\section*{Problem}

A sample of small spherical particles of metallic sodium lies in a static field $B_0$ along $z$. The Knight shift is $K=\Delta B/B_0=\Delta\nu/\nu_0$. Here $\Delta B$ is the field that the spin-polarised conduction electrons produce at a $^{23}$Na nucleus, and $\nu_0$ is the resonance frequency of the same nucleus in a diamagnetic Na$^+$ reference.

Conventions: SI units; $r=|\mathbf r|$, $n_i=x_i/r$; repeated indices are summed; $\delta(\mathbf r)$ is the three-dimensional delta distribution, of unit m$^{-3}$; $\hat f(\mathbf k)=\int f(\mathbf r)\,e^{-i\mathbf k\cdot\mathbf r}\,d^3r$. The symbol $\mathrm P$ denotes the principal value with spherical excision, $\langle \mathrm P[f],\varphi\rangle=\lim_{\epsilon\to0}\int_{r>\epsilon}f\varphi\,d^3r$. The electron moment is $\boldsymbol\mu_e=-g\mu_B\mathbf S$ with $g=2$, the nuclear moment is $\boldsymbol\mu_I=\gamma\hbar\mathbf I$, and $\bar\gamma=\gamma/2\pi$.

Given inputs (material values are typical or approximate):
\begin{itemize}
\item Na is bcc with $a=4.29\times10^{-10}$ m and one conduction electron per atom, in a free-electron band with the bare mass.
\item Exchange and correlation enhance the spin susceptibility by $S_\chi=1.6$.
\item $^{23}$Na: $I=3/2$, $\bar\gamma=11.26$ MHz\,T$^{-1}$; hyperfine splitting of the free-atom $3s$ ground state $\nu_{\rm hf}=1772$ MHz.
\item The contact density at the Fermi surface is $P_F=\xi P_A$ with $\xi=0.70$, where $P_A$ is the contact density of the free atom and Bloch functions are normalised to one in the atomic volume $\Omega$.
\item $B_0=9.40$ T, $T=300$ K.
\item Neutral $^{31}$P donor in silicon: hyperfine constant $A_D=117.5$ MHz, $\bar\gamma_D=17.24$ MHz\,T$^{-1}$, $g=2$.
\item $\mu_0=1.25664\times10^{-6}$ T\,m\,A$^{-1}$, $\mu_B=9.27401\times10^{-24}$ J\,T$^{-1}$, $\hbar=1.05457\times10^{-34}$ J\,s, $m_e=9.10938\times10^{-31}$ kg, $k_B=1.38065\times10^{-23}$ J\,K$^{-1}$, 1 eV $=1.60218\times10^{-19}$ J, $a_0=5.29177\times10^{-11}$ m.
\end{itemize}

(a) Find $\partial_i\partial_j(1/r)$ as a distribution, confirm it in Fourier space, and test it for $i=j=z$ on $\varphi=\exp[-(x^2+y^2+2z^2)/\ell^2]$.

(b) Derive the fields of a point electric and a point magnetic dipole, contact terms included.

(c) Obtain $P_A$ from $\nu_{\rm hf}$.

(d) Derive $K$ for a cubic metal in an ellipsoidal sample.

(e) Evaluate $K$, $\Delta B$ and $\Delta\nu$, and give the size of the neglected terms.

(f) Find the contact density at the donor nucleus in silicon.

\section*{Solution}

Intermediate values are carried unrounded.

\subsection*{(a) Second derivatives of $1/r$}

For $r>0$ direct differentiation gives $\partial_i(1/r)=-n_i/r^2$ and $\partial_i\partial_j(1/r)=(3n_in_j-\delta_{ij})/r^3$. The first derivative is locally integrable. The second is not, since $\int r^{-3}r^2\,dr$ diverges logarithmically, and it must be defined by its action on a smooth test function $\varphi$ of rapid decrease:
\begin{equation}
\Big\langle\partial_i\partial_j\frac1r,\varphi\Big\rangle=\int\frac1r\,\partial_i\partial_j\varphi\,d^3r=\lim_{\epsilon\to0}\int_{r>\epsilon}\frac1r\,\partial_i\partial_j\varphi\,d^3r .
\end{equation}
On the inner boundary of the region $r>\epsilon$ the outward normal is $-\mathbf n$ and $dS=\epsilon^2\,d\omega$, with $d\omega$ the element of solid angle. Two integrations by parts give
\begin{equation}
\int_{r>\epsilon}\frac1r\,\partial_i\partial_j\varphi\,d^3r=-\epsilon\oint n_i\,\partial_j\varphi\,d\omega-\oint n_in_j\,\varphi\,d\omega+\int_{r>\epsilon}\frac{3n_in_j-\delta_{ij}}{r^3}\,\varphi\,d^3r .
\end{equation}
The first surface term vanishes with $\epsilon$. The second tends to $-\varphi(0)\oint n_in_j\,d\omega=-(4\pi/3)\delta_{ij}\varphi(0)$, because the integral is an isotropic tensor whose trace is $4\pi$. The volume term converges: $3n_in_j-\delta_{ij}$ has zero angular mean, so $\varphi(0)$ drops out on every sphere, and the remainder $\varphi-\varphi(0)=O(r)$ leaves an integrable integrand. Hence
\begin{equation}
\partial_i\partial_j\frac1r=\mathrm P\!\left[\frac{3x_ix_j-r^2\delta_{ij}}{r^5}\right]-\frac{4\pi}{3}\,\delta_{ij}\,\delta(\mathbf r).
\label{main}
\end{equation}
Every term has the unit m$^{-3}$. The principal value is traceless, so the trace is $\nabla^2(1/r)=-4\pi\delta(\mathbf r)$. The left side does not depend on how the origin is cut out, but the split on the right does. A hole of another shape changes the surface term to a different tensor of the same trace, and the principal value changes by the opposite amount. The coefficient $4\pi/3$ belongs to the sphere.

\emph{Fourier space.} The transform of $1/r$ is $4\pi/k^2$ and $\partial_i\to ik_i$, so with $\hat{\mathbf k}=\mathbf k/k$
\begin{equation}
\widehat{\partial_i\partial_j\tfrac1r}=-4\pi\hat k_i\hat k_j=-4\pi\Big(\hat k_i\hat k_j-\tfrac13\delta_{ij}\Big)-\tfrac{4\pi}{3}\delta_{ij}.
\label{ft}
\end{equation}
The constant is the transform of the delta term. For the traceless part take $i=j=z$, where the kernel is $2P_2(\cos\theta)/r^3$. The plane-wave expansion turns $P_2(\cos\theta)$ into $4\pi(-i)^2j_2(kr)P_2(\cos\theta_k)$ after the angular integration. Since $d(j_1/s)/ds=-j_2/s$ and $j_1/s\to1/3$ at $s=0$, the radial integral is $\int_0^\infty j_2(s)\,ds/s=1/3$. The transform is $-(8\pi/3)P_2(\cos\theta_k)=-4\pi(\hat k_z^2-\tfrac13)$, as in \eqref{ft}.

\emph{Test.} Measure lengths in units of $\ell$; both sides are dimensionless and independent of $\ell$. With $u=\cos\theta$ and $q=1+u^2$, $\varphi=e^{-qr^2}$ and $\partial_z^2\varphi=(16z^2-4)\varphi$. The radial integrals $\int_0^\infty re^{-qr^2}dr=1/(2q)$ and $\int_0^\infty r^3e^{-qr^2}dr=1/(2q^2)$ give
\begin{equation}
\int\frac1r\,\partial_z^2\varphi\,d^3r=2\pi\int_{-1}^{1}\Big(\frac{8u^2}{q^2}-\frac2q\Big)du=2\pi^2-8\pi=-5.394 .
\end{equation}
For the principal value, $\int_\epsilon^\infty e^{-qr^2}dr/r=-\tfrac12\ln q+C(\epsilon)+o(1)$, and the term $C(\epsilon)$, independent of angle, is removed by the zero mean of $3u^2-1$:
\begin{equation}
\langle\mathrm P,\varphi\rangle=-\pi\int_{-1}^{1}(3u^2-1)\ln(1+u^2)\,du=2\pi^2-\frac{20\pi}{3}=-1.205 .
\end{equation}
The contact term adds $-(4\pi/3)\varphi(0)=-4.189$, and the sum is $2\pi^2-8\pi$ exactly.

\subsection*{(b) Dipole fields}

An electric dipole $\mathbf p$ has the potential $V=-(4\pi\varepsilon_0)^{-1}p_j\partial_j(1/r)$. Then $E_i=-\partial_iV=(4\pi\varepsilon_0)^{-1}p_j\,\partial_i\partial_j(1/r)$, and \eqref{main} gives
\begin{equation}
\mathbf E=\frac{1}{4\pi\varepsilon_0}\,\mathrm P\!\left[\frac{3\mathbf n(\mathbf n\cdot\mathbf p)-\mathbf p}{r^3}\right]-\frac{\mathbf p}{3\varepsilon_0}\,\delta(\mathbf r).
\label{E}
\end{equation}
A magnetic dipole $\mathbf m$, the limit of a small current distribution, has the vector potential $\mathbf A=(\mu_0/4\pi)\,\mathbf m\times\mathbf n/r^2=(\mu_0/4\pi)\nabla\times(\mathbf m/r)$. The identity $\nabla\times(\nabla\times\mathbf F)=\nabla(\nabla\cdot\mathbf F)-\nabla^2\mathbf F$ holds for distributions, so
\begin{equation}
B_i=\frac{\mu_0}{4\pi}\Big[m_j\,\partial_i\partial_j\frac1r-m_i\nabla^2\frac1r\Big].
\label{curl}
\end{equation}
The delta terms in the bracket are $(-4\pi/3+4\pi)\,m_i\,\delta(\mathbf r)=(8\pi/3)\,m_i\,\delta(\mathbf r)$, and
\begin{equation}
\mathbf B=\frac{\mu_0}{4\pi}\,\mathrm P\!\left[\frac{3\mathbf n(\mathbf n\cdot\mathbf m)-\mathbf m}{r^3}\right]+\frac{2\mu_0}{3}\,\mathbf m\,\delta(\mathbf r).
\label{B}
\end{equation}
The units are T\,m\,A$^{-1}\times$ A\,m$^2\times$ m$^{-3}=$ T. The outer fields have the same form; the contact terms differ in sign and size because $\mathbf E$ is a gradient and $\mathbf B$ is a curl. In Fourier space $\hat{\mathbf E}=-\hat{\mathbf k}(\hat{\mathbf k}\cdot\mathbf p)/\varepsilon_0$ is longitudinal, so $\nabla\times\mathbf E=0$, and
\begin{equation}
\hat{\mathbf B}=\mu_0\big[\mathbf m-\hat{\mathbf k}(\hat{\mathbf k}\cdot\mathbf m)\big]
\label{Bk}
\end{equation}
is transverse, so $\nabla\cdot\mathbf B=0$. The averages over the direction of $\mathbf k$ are $-\mathbf p/3\varepsilon_0$ and $2\mu_0\mathbf m/3$, the two contact coefficients. The field $\mathbf H=\mathbf B/\mu_0-\mathbf m\,\delta(\mathbf r)$ carries $-\tfrac13\mathbf m\,\delta(\mathbf r)$ and is the analogue of $\varepsilon_0\mathbf E$. A spin couples to $\mathbf B$, so \eqref{B} is the relevant expression.

\subsection*{(c) Contact density of the free atom}

The energy of the electron moment at $\mathbf r$ in the field of the nuclear moment is $-\boldsymbol\mu_e\cdot\mathbf B(\mathbf r)$. In an $s$ state the density is spherical, the principal value gives zero, and there is no orbital moment. The Fermi contact term remains:
\begin{equation}
\mathcal H=-\frac{2\mu_0}{3}\,\boldsymbol\mu_e\cdot\boldsymbol\mu_I\,|\psi(0)|^2=hA\,\mathbf I\cdot\mathbf S,\qquad hA=\frac{2\mu_0}{3}\,g\mu_B\,\gamma\hbar\,P_A .
\label{hf}
\end{equation}
With $\mathbf F=\mathbf I+\mathbf S$, $\mathbf I\cdot\mathbf S=\tfrac12[F(F+1)-I(I+1)-\tfrac34]$. For $I=3/2$ this is $+3/4$ at $F=2$ and $-5/4$ at $F=1$, so $\nu_{\rm hf}=2A$ and $A=886$ MHz. Since $\gamma\hbar=h\bar\gamma$ and $g=2$,
\begin{equation}
P_A=\frac{3}{4\mu_0\mu_B}\,\frac{A}{\bar\gamma}.
\label{PA}
\end{equation}
Numerically $A/\bar\gamma=886\ \text{MHz}/(11.26\ \text{MHz\,T}^{-1})=78.69$ T and $\mu_0\mu_B=1.1654\times10^{-29}$ T\,m$^3$, so
\begin{equation}
P_A=\frac{3\times78.69\ \text{T}}{4\times1.1654\times10^{-29}\ \text{T\,m}^3}=5.064\times10^{30}\ \text{m}^{-3}=0.750\,a_0^{-3}.
\end{equation}
This is an effective density. It is defined by \eqref{hf} and therefore absorbs the spin polarisation of the core and relativistic corrections in the atom. One fully polarised $3s$ electron produces at the nucleus a field of magnitude
\begin{equation}
B_{\rm hf}=\frac{2\mu_0}{3}\,\mu_BP_A=\frac{A}{2\bar\gamma}=39.34\ \text{T},
\end{equation}
parallel to the electron moment.

\subsection*{(d) Knight shift of a cubic metal}

To first order in the hyperfine coupling the nucleus sees the thermal mean field of the itinerant electrons, that is, the field of the mean spin magnetisation $\mathbf M(\mathbf r)$. The field $B_0$ transfers electrons at the Fermi energy from one spin direction to the other. Without spin--orbit coupling $\mathbf M$ is therefore parallel to $\mathbf B_0$ and has the shape of the Fermi-surface density:
\begin{equation}
\mathbf M(\mathbf r)=\bar{\mathbf M}\,w(\mathbf r),\qquad w(\mathbf r)=\Omega\,\langle|\psi_{\mathbf k}(\mathbf r)|^2\rangle_F,\qquad \bar{\mathbf M}=\chi_s\mathbf B_0/\mu_0 .
\end{equation}
The function $w$ is periodic with cell average one, $w(0)=\Omega P_F$, and $\chi_s$ is the dimensionless volume spin susceptibility. Corrections of order $\chi_s^2$ are dropped. Write $w=1+\sum_{\mathbf G\ne0}w_{\mathbf G}e^{i\mathbf G\cdot\mathbf r}$ and treat the two parts separately for a nucleus at the origin, far from the surface.

For the periodic part each Fourier component is handled by \eqref{Bk}:
\begin{equation}
B_i^{\rm per}(0)=\mu_0\bar M_j\sum_{\mathbf G\ne0}w_{\mathbf G}\big(\delta_{ij}-\hat G_i\hat G_j\big).
\end{equation}
The cusp of $w$ at the nucleus makes $w_{\mathbf G}$ fall as $G^{-4}$, so the sum converges absolutely and may be grouped into stars of symmetry-related vectors. At a site of cubic symmetry $w_{\mathbf G}$ is constant on a star, and the mean of $\hat G_i\hat G_j$ over a star is a second-rank tensor invariant under the cubic group with unit trace, which is $\delta_{ij}/3$. Thus $\mathbf B^{\rm per}(0)=\tfrac23\mu_0\bar{\mathbf M}\,[w(0)-1]$.

The uniform part is the field inside a uniformly magnetised ellipsoid, $\mu_0(1-N)\bar M$, with $N$ the demagnetising factor of the principal axis along $z$. The sum of both parts, divided by $B_0$, is
\begin{equation}
K=\frac23\,\chi_s\,\Omega P_F+\Big(\frac13-N\Big)\chi_s .
\label{K}
\end{equation}
The first term is the contact field $\tfrac23\mu_0M(0)$ of \eqref{B}; the second is all that survives of the principal value. Real space confirms this. For uniform $\bar M$ in a body with boundary $r=\rho(u)$ the principal value is $\mu_0\bar M\cdot\tfrac12\int_{-1}^1(3u^2-1)\ln\rho(u)\,du$. A sphere about the nucleus gives zero ($N=\tfrac13$). A long needle along $z$ has $\rho\propto(1-u^2)^{-1/2}$ and gives $+\tfrac13$ ($N=0$). A thin plate normal to $z$ has $\rho\propto1/|u|$ and gives $-\tfrac23$ ($N=1$).

\subsection*{(e) Numbers for sodium}

The bcc cell holds two atoms:
\begin{equation}
\Omega=\frac{a^3}{2}=3.948\times10^{-29}\ \text{m}^3,\qquad n=\frac1\Omega=2.533\times10^{28}\ \text{m}^{-3}.
\end{equation}
The free-electron band gives
\begin{align}
k_F&=(3\pi^2n)^{1/3}=9.086\times10^{9}\ \text{m}^{-1},\\
E_F&=\frac{\hbar^2k_F^2}{2m_e}=5.039\times10^{-19}\ \text{J}=3.145\ \text{eV},\\
D(E_F)&=\frac{3n}{2E_F}=7.540\times10^{46}\ \text{J}^{-1}\text{m}^{-3},
\end{align}
where $D$ counts both spin directions. The Zeeman shifts $\mp\mu_BB_0$ change each spin population by $\pm\tfrac12D\mu_BB_0$, so $\bar M=\mu_B^2DB_0$ and the Pauli susceptibility is
\begin{equation}
\chi_0=\mu_0\mu_B^2D(E_F)=8.150\times10^{-6},\qquad \chi_s=S_\chi\chi_0=1.304\times10^{-5}.
\end{equation}
The unit check is T\,m\,A$^{-1}\times$ J\,T$^{-2}$m$^{-3}=1$, because J\,T$^{-1}=$ A\,m$^2$. The contact factors are
\begin{equation}
\Omega P_A=199.9,\qquad P_F=\xi P_A=3.545\times10^{30}\ \text{m}^{-3},\qquad \Omega P_F=139.9 .
\end{equation}
For spheres, taken as well separated, $N=\tfrac13$ and \eqref{K} gives
\begin{equation}
K=\tfrac23\times1.304\times10^{-5}\times139.9=1.216\times10^{-3}.
\end{equation}
In terms of fields,
\begin{align}
\bar M&=\chi_sB_0/\mu_0=97.5\ \text{A\,m}^{-1},\\
M(0)&=\Omega P_F\,\bar M=1.365\times10^{4}\ \text{A\,m}^{-1},\\
\Delta B&=\tfrac23\mu_0M(0)=11.43\ \text{mT},\\
\nu_0&=\bar\gamma B_0=105.8\ \text{MHz},\qquad \Delta\nu=K\nu_0=129\ \text{kHz}.
\end{align}
The shift is positive: $\mathbf M$ is parallel to $\mathbf B_0$, the contact field adds to it, and the line moves to higher frequency at fixed field.

\emph{Second route.} Inserting \eqref{PA} and $D\Omega=3/(2E_F)$ removes $\mu_0$ and $\Omega$:
\begin{equation}
K=S_\chi\,\xi\,B_{\rm hf}\,\frac{3\mu_B}{2E_F}.
\label{closed}
\end{equation}
The factor $3\mu_B/2E_F=2.761\times10^{-5}$ T$^{-1}$ is the unenhanced moment per atom, in Bohr magnetons, per tesla. At 9.40 T the enhanced moment is $4.152\times10^{-4}\mu_B$ per atom. Each Bohr magneton yields $\xi B_{\rm hf}=27.54$ T, and the product is again 11.43 mT. One Bohr magneton spread evenly over a sphere of volume $\Omega$ would give at its centre only $2\mu_0\mu_B/3\Omega=0.1968$ T. The shift is large because the $s$ part of the wave function piles up at the nucleus. A uniform electron gas, $w=1$, would give $K=\tfrac23\chi_s=8.7\times10^{-6}$.

\emph{A slip to avoid.} Using the coefficient of \eqref{E}, $-\tfrac13$ in place of $+\tfrac23$, amounts to dropping the Laplacian in \eqref{curl}. It would give $-K/2=-6.1\times10^{-4}$, with the wrong sign.

\emph{Neglected terms.}
\begin{itemize}
\item Sample shape: $+\chi_s/3=4.3\times10^{-6}$ for a needle and $-2\chi_s/3=-8.7\times10^{-6}$ for a plate, which is 0.36 and 0.71 per cent of $K$ in magnitude.
\item Orbital motion of the conduction electrons: the scale is the Landau susceptibility $-\chi_0/3=-2.7\times10^{-6}$, which is not multiplied by $\Omega P_F$.
\item Field and temperature: $\mu_BB_0/E_F=1.7\times10^{-4}$ enters $\chi_0$ only squared, and the thermal correction lowers $\chi_0$ by the fraction $(\pi^2/12)(k_BT/E_F)^2=5.6\times10^{-5}$.
\item The $g$ factor: $\chi_s\propto g^2$ and $P_A\propto1/g$, so $K\propto g$, and the free-electron value $g\approx2.0023$ raises $K$ by 0.12 per cent.
\item Diamagnetic shielding by the ion core is approximately $6\times10^{-4}$, about half of $K$, and is not small. It is common to the metal and the Na$^+$ reference and largely cancels in $\Delta\nu$; the residue is typically of order $10^{-5}$.
\item Core polarisation in the metal is not computed. It is absorbed in $\xi$, in the same way as the atomic one is absorbed in $P_A$.
\end{itemize}
The limiting quantities are $S_\chi$ and $\xi$, each given to two figures. By \eqref{closed} $K$ is proportional to their product, and a change of 0.05 in $\xi$ changes $K$ by 7 per cent. The model's result is therefore
\begin{equation}
K\approx1.2\times10^{-3}\ (0.12\ \text{per cent}),\qquad \Delta B\approx11\ \text{mT},\qquad \Delta\nu\approx0.13\ \text{MHz}.
\end{equation}
The shift of sodium is typically about a tenth of a per cent. The value of $\xi$ was chosen, together with $S_\chi$, to reproduce that typical size, so the result is no test of the model. With $S_\chi=\xi=1$ the formula gives $1.09\times10^{-3}$: the two corrections act in opposite directions, with product $S_\chi\xi=1.12$, and the shift alone cannot separate them.

\subsection*{(f) Phosphorus donor in silicon}

The substitutional donor has tetrahedral site symmetry and an orbitally non-degenerate ground state, so its spin density is invariant under the tetrahedral group. The principal value in \eqref{B} then yields a traceless symmetric second-rank tensor invariant under that group, and such a tensor is zero. The coupling to the donor nucleus is purely of contact type, and \eqref{PA} applies with the donor inputs:
\begin{equation}
\frac{A_D}{2\bar\gamma_D}=\frac{117.5\ \text{MHz}}{2\times17.24\ \text{MHz\,T}^{-1}}=3.41\ \text{T},\qquad P_D=\frac{3}{4\mu_0\mu_B}\,\frac{A_D}{\bar\gamma_D}=4.39\times10^{29}\ \text{m}^{-3}.
\end{equation}
This is the model's effective density, a restatement of the approximate input $A_D$ in the sense of \eqref{hf}. It is $0.087\,P_A$. The donor electron is spread over many unit cells of the crystal, and only a small part of it lies in the cell that holds the phosphorus nucleus.